### Question

Light is absorbed when it lifts an electron from a filled band to an empty one. The table follows this in diamond: the column dielectric imaginary xx measures absorption, and dielectric real xx tells whether the crystal's polarisation swings in step with the light's field (above 1, the value of empty space) or against it (below 1). The crystal is cubic, so one direction stands for all.

Independent-particle dielectric function of diamond (cubic cell edge 3.571 Å), without local fields or excitonic effects, broadened by 0.1 eV. Computed with Ansatz 0.2.0 using PBE without spin polarisation, scalar-relativistic PAW, a plane-wave cutoff of 420 eV and a 12×12×12 k mesh, made 1.5 times as dense for the spectrum.

| photon energy (eV) | dielectric imaginary xx | dielectric real xx |
| --- | --- | --- |
| 0 | 0 | 5.96 |
| 0.4 | 0 | 5.97 |
| 0.8 | 0 | 5.99 |
| 1.2 | 0 | 6.03 |
| 1.6 | 0 | 6.08 |
| 2 | 0 | 6.16 |
| 2.4 | 0 | 6.25 |
| 2.8 | 0 | 6.36 |
| 3.2 | 0 | 6.50 |
| 3.6 | 0 | 6.68 |
| 4 | 0 | 6.90 |
| 4.4 | 0 | 7.18 |
| 4.8 | 0 | 7.56 |
| 5.2 | 0 | 8.13 |
| 5.6 | 0.44 | 9.50 |
| 6 | 1.92 | 9.39 |
| 6.4 | 2.53 | 9.13 |
| 6.8 | 2.94 | 9.00 |
| 7.2 | 3.30 | 8.95 |
| 7.6 | 3.65 | 8.99 |
| 8 | 4.03 | 9.11 |
| 8.4 | 4.46 | 9.30 |
| 8.8 | 4.97 | 9.59 |
| 9.2 | 5.61 | 9.98 |
| 9.6 | 6.46 | 10.6 |
| 10 | 7.67 | 11.4 |
| 10.4 | 9.68 | 13.0 |
| 10.8 | 15.0 | 17.1 |
| 11.2 | 29.2 | -2.82 |
| 11.6 | 15.7 | -5.98 |
| 12 | 11.5 | -5.53 |
| 12.4 | 9.18 | -4.92 |
| 12.8 | 7.66 | -4.37 |
| 13.2 | 6.62 | -3.81 |
| 13.6 | ? | ? |
| 14 | ? | ? |

Absorption peaks near 11 eV and then declines. Explain the shape of the decline, and predict both columns at 13.6 and 14 eV, with error bars.

### Model answer

**Why absorption falls.** Two things set the absorption at a photon energy $E$: how many pairs of filled and empty states with the same crystal momentum lie exactly $E$ apart, and how strongly light couples them. If the momentum matrix element is the same for all pairs, the coupling contributes a factor $1/E^2$. From 11.6 to 13.2 eV that factor alone would lower the absorption 1.3-fold, but the table shows a 2.4-fold fall. On this assumption, the number of available pairs must be shrinking too.

**Why pairs crowd together and then thin out.** Suppose the filled and the empty band run parallel along two directions in the crystal's momentum space. Their separation then changes only along the third, where it grows from a smallest value $E_0$ as the square of the distance $k$ from the minimum. The states with a separation below $E$ fill a slab whose thickness grows as $\sqrt{E-E_0}$. The number of pairs per unit of energy is the slope of that root, which gives

$$\varepsilon_2 = \frac{A}{E^2\sqrt{E-E_0}},$$

where $\varepsilon_2$ is the imaginary part and $A$ a strength. Such an edge has a steep front on its low-energy side and a long tail above, wherever bands run parallel in this way.

**The estimate for 13.6 eV.** I fitted $A$ and $E_0$ to the five rows from 11.6 to 13.2 eV. The row at 11.2 eV stayed out, because the rows are too far apart to trace the peak and the broadening matters there. With energies in eV, the fit gives $A = 1710$ and $E_0 = 10.94$. At 13.6 eV, which was not part of the fit, this yields

$$\varepsilon_2 = \frac{1710}{13.6^2\times\sqrt{13.6-10.94}} = \frac{1710}{185\times 1.63} \approx 5.7.$$

**The real part.** A child's swing pushed faster than its natural rhythm moves against the push, and the faster the push, the smaller the motion. Electrons whose transitions lie well below $E$ behave likewise: their share of the real part is negative and shrinks roughly as $1/E^2$. The main peak, however, lies only about 1 to 2 eV below the rows used here, too close for this law to hold strictly. I used it as a simple curve that rises in the right direction, and fitted a constant plus a $1/E^2$ term to the four rows from 12 to 13.2 eV, beyond the minimum at 11.6 eV.

**Forecasts.** The imaginary part keeps falling, ever more slowly, to 5.7 ± 0.4 at 13.6 eV and 5.0 ± 0.7 at 14 eV. The real part stays negative and keeps rising, to -3.4 ± 0.3 and -2.9 ± 0.5.

The bars are judgements, guided by two other formulas. If the bands run parallel along only one direction, and their separation has a saddle point in the other two, the tail is logarithmic. With its peak confined between 10.8 and 11.2 eV, it fits the known rows less well and predicts lower absorption. That fit stopped at the upper limit, however, so the comparison does not rule this shape out. A straight line through the real part fits its four rows just as well as the $1/E^2$ law and predicts a faster rise. A further risk is that another pair of bands begins to absorb, which would lift the imaginary part.

The withheld rows as computed:

| photon energy (eV) | dielectric imaginary xx | dielectric real xx |
| --- | --- | --- |
| 13.6 | 6.01 | -3.45 |
| 14 | 5.59 | -3.22 |

### Remarks on the reasoning

**All four values lie within their bars, but the misses form a pattern.** The computed absorption exceeds the forecast by about 0.3 at 13.6 eV and 0.6 at 14 eV, each time close to the edge of the bar. The fit was already slightly low at 13.2 eV, so the shortfall grows steadily. The logarithmic tail, with its peak confined as described, does worse at both energies.

**The real part errs in a related way.** It was forecast well at 13.6 eV, but at 14 eV it lies about 0.3 below the forecast. Between these two rows it rises by only 0.23, about half of what the formula gives. The straight line, which rises faster still, misses by more at both energies.

**One cause could explain both misses.** The two parts are tied together by the Kramers–Kronig relation: absorption at a given energy raises the real part below that energy and lowers it above. Further transitions setting in near 13 eV, from another pair of bands or another region of momentum space, would thus add to the imaginary part and slow the climb of the real part above their onset, as seen. The table offers a hint: from 12 to 13.2 eV the real part climbs by 0.61, 0.55 and 0.56 from row to row, then by only 0.36 and 0.23. So sudden a change speaks more for a new onset than for an assumed tail that is merely too steep. It remains a guess, because the output does not show which bands absorb at each energy.

**A good fit does not prove that the bands are parallel.** The formula credits the whole tail to one edge. Yet absorption is already 9.68 at 10.4 eV, below that edge, and the transitions behind it need not stop where the new ones begin. The fitted strength therefore probably contains some of them.

**The climb of the real part could not be derived reliably from the absorption.** A Kramers–Kronig estimate of the rise from 12 to 13.2 eV gives 0.76 from the edge and 1.67 from the absorption below 11 eV. Together that is 2.4, while the table shows 1.72. The sum over the lower rows is coarse close to the peak, and the row at 10.8 eV may hold part of the broadened edge, which is then counted twice. Both may contribute to the excess. The forecast therefore rests on a fitted curve. Its $1/E^2$ coefficient should not be read as the strength of the lower transitions, because those just below the fitted rows lose their share faster than $1/E^2$. The fitted constant gives the same warning: it is 4.3, whereas transitions that all lay well below $E$ would leave only the 1 of empty space.

**The peak also matters where diamond is transparent.** By the same relation, the real part at zero photon energy collects absorption from all energies. The edge formula, carried on to infinite energy, supplies 3.24 and the absorption below 11 eV 2.07; with 1 for the vacuum, the total is 6 % above the computed 5.96. Since nothing is absorbed up to 5.2 eV in this calculation, the refractive index in visible light is set by absorption in the ultraviolet. The agreement is no test of the tail, since the sum comes out too high although the tail is too low at 14 eV.

**The energies should not be read as measured ones.** PBE makes band gaps too small, and the attraction between the excited electron and the hole it leaves, which reshapes the peak, is missing. Only transitions that conserve the electron's crystal momentum are counted. The start of absorption between 5.2 and 5.6 eV therefore marks the smallest direct gap, while the smallest gap of all lies more than 1 eV lower in this calculation. The spectrum was computed on a k mesh one and a half times as dense as that of the ground state; no denser mesh is shown for comparison, so the exact shape of the peak remains uncertain.

The printed output below gives the fits and their misses row by row.

Numerical output:

```
fit of dielectric_imaginary_xx on 5 rows (photon_energy > 11.4): coefficient of invsq/sqrt(abs(photon_energy - s)) 1710 +/- 4.5, s 10.94; rms 0.0485, worst 13.2 -0.0871, leave-one-out rms 0.154
  rows outside the fit (model, value, miss): 0.0 0, 0, 0; 0.4 0, 0, 0; 0.8 0, 0, 0; 1.2 0, 0, 0; 1.6 0, 0, 0; 2.0 0, 0, 0; 2.4 0, 0, 0; 2.8 0, 0, 0; 3.2 0, 0, 0; 3.6 0, 0, 0; 4.0 0, 0, 0; 4.4 0, 0, 0; 4.8 0, 0, 0; 5.2 0, 0, 0; 5.6 0, 0.44, -0.44; 6.0 0, 1.92, -1.92; 6.4 0, 2.53, -2.53; 6.8 0, 2.94, -2.94; 7.2 0, 3.3, -3.3; 7.6 0, 3.65, -3.65; 8.0 0, 4.03, -4.03; 8.4 0, 4.46, -4.46; 8.8 0, 4.97, -4.97; 9.2 0, 5.61, -5.61; 9.6 0, 6.46, -6.46; 10.0 0, 7.67, -7.67; 10.4 0, 9.68, -9.68; 10.8 0, 15, -15; 11.2 26.89, 29.2, -2.31; 13.6 5.672, 6.01, -0.338; 14.0 4.99, 5.59, -0.6
fit of dielectric_imaginary_xx on 5 rows (photon_energy > 11.4): coefficient of invsq 1549 +/- 15, coefficient of invsq*log(abs(photon_energy - s)) -614 +/- 25, s 11.19; rms 0.136, worst 13.2 -0.191, leave-one-out rms 0.333
  rows outside the fit (model, value, miss): 0.0 0, 0, 0; 0.4 0, 0, 0; 0.8 0, 0, 0; 1.2 0, 0, 0; 1.6 0, 0, 0; 2.0 0, 0, 0; 2.4 0, 0, 0; 2.8 0, 0, 0; 3.2 0, 0, 0; 3.6 0, 0, 0; 4.0 0, 0, 0; 4.4 0, 0, 0; 4.8 0, 0, 0; 5.2 0, 0, 0; 5.6 0, 0.44, -0.44; 6.0 0, 1.92, -1.92; 6.4 0, 2.53, -2.53; 6.8 0, 2.94, -2.94; 7.2 0, 3.3, -3.3; 7.6 0, 3.65, -3.65; 8.0 0, 4.03, -4.03; 8.4 0, 4.46, -4.46; 8.8 0, 4.97, -4.97; 9.2 0, 5.61, -5.61; 9.6 0, 6.46, -6.46; 10.0 0, 7.67, -7.67; 10.4 0, 9.68, -9.68; 10.8 0, 15, -15; 11.2 34.89, 29.2, 5.69; 13.6 5.454, 6.01, -0.556; 14.0 4.666, 5.59, -0.924
fit of dielectric_real_xx on 4 rows (photon_energy > 11.8): constant 4.324 +/- 0.16, coefficient of invsq -1421 +/- 26; rms 0.0163, worst 12.8 0.0239, leave-one-out rms 0.0388
  rows outside the fit (model, value, miss): 0.0 4.324, 5.96, -1.64; 0.4 4.324, 5.97, -1.65; 0.8 4.324, 5.99, -1.67; 1.2 4.324, 6.03, -1.71; 1.6 4.324, 6.08, -1.76; 2.0 4.324, 6.16, -1.84; 2.4 4.324, 6.25, -1.93; 2.8 4.324, 6.36, -2.04; 3.2 4.324, 6.5, -2.18; 3.6 4.324, 6.68, -2.36; 4.0 4.324, 6.9, -2.58; 4.4 4.324, 7.18, -2.86; 4.8 4.324, 7.56, -3.24; 5.2 4.324, 8.13, -3.81; 5.6 4.324, 9.5, -5.18; 6.0 4.324, 9.39, -5.07; 6.4 4.324, 9.13, -4.81; 6.8 4.324, 9, -4.68; 7.2 4.324, 8.95, -4.63; 7.6 4.324, 8.99, -4.67; 8.0 4.324, 9.11, -4.79; 8.4 4.324, 9.3, -4.98; 8.8 4.324, 9.59, -5.27; 9.2 4.324, 9.98, -5.66; 9.6 4.324, 10.6, -6.28; 10.0 4.324, 11.4, -7.08; 10.4 4.324, 13, -8.68; 10.8 4.324, 17.1, -12.8; 11.2 -7, -2.82, -4.18; 11.6 -6.233, -5.98, -0.253; 13.6 -3.356, -3.45, 0.0939; 14.0 -2.924, -3.22, 0.296
fit of dielectric_real_xx on 4 rows (photon_energy > 11.8): constant -22.64 +/- 0.29, coefficient of photon_energy 1.427 +/- 0.023; rms 0.0147, worst 12.4 -0.023, leave-one-out rms 0.0348
  rows outside the fit (model, value, miss): 0.0 -22.64, 5.96, -28.6; 0.4 -22.07, 5.97, -28; 0.8 -21.5, 5.99, -27.5; 1.2 -20.93, 6.03, -27; 1.6 -20.36, 6.08, -26.4; 2.0 -19.79, 6.16, -25.9; 2.4 -19.22, 6.25, -25.5; 2.8 -18.65, 6.36, -25; 3.2 -18.08, 6.5, -24.6; 3.6 -17.5, 6.68, -24.2; 4.0 -16.93, 6.9, -23.8; 4.4 -16.36, 7.18, -23.5; 4.8 -15.79, 7.56, -23.4; 5.2 -15.22, 8.13, -23.4; 5.6 -14.65, 9.5, -24.1; 6.0 -14.08, 9.39, -23.5; 6.4 -13.51, 9.13, -22.6; 6.8 -12.94, 9, -21.9; 7.2 -12.37, 8.95, -21.3; 7.6 -11.79, 8.99, -20.8; 8.0 -11.22, 9.11, -20.3; 8.4 -10.65, 9.3, -20; 8.8 -10.08, 9.59, -19.7; 9.2 -9.511, 9.98, -19.5; 9.6 -8.94, 10.6, -19.5; 10.0 -8.369, 11.4, -19.8; 10.4 -7.798, 13, -20.8; 10.8 -7.227, 17.1, -24.3; 11.2 -6.656, -2.82, -3.84; 11.6 -6.085, -5.98, -0.105; 13.6 -3.23, -3.45, 0.22; 14.0 -2.659, -3.22, 0.561
fall of imaginary part, 11.6 eV value over 13.2 eV value: 2.372
same ratio if only one over energy squared acted: 1.295
parallel-band model at 11.2 eV, outside the fit: 26.89
forecast imaginary part at 13.6 eV (error bar 0.4): 5.672
forecast imaginary part at 14 eV (error bar 0.7): 4.99
forecast real part at 13.6 eV (error bar 0.3): -3.356
forecast real part at 14 eV (error bar 0.5): -2.924
static constant, part from absorption below 11 eV: 2.071
static constant, part from the edge shape: 3.238
static constant, sum with the vacuum 1: 6.309
that sum over the computed constant: 1.059
rise of real part from 12 to 13.2 eV, computed: 1.72
same rise, edge shape alone: 0.7642
same rise, absorption below 11 eV alone (coarse sum): 1.671
```
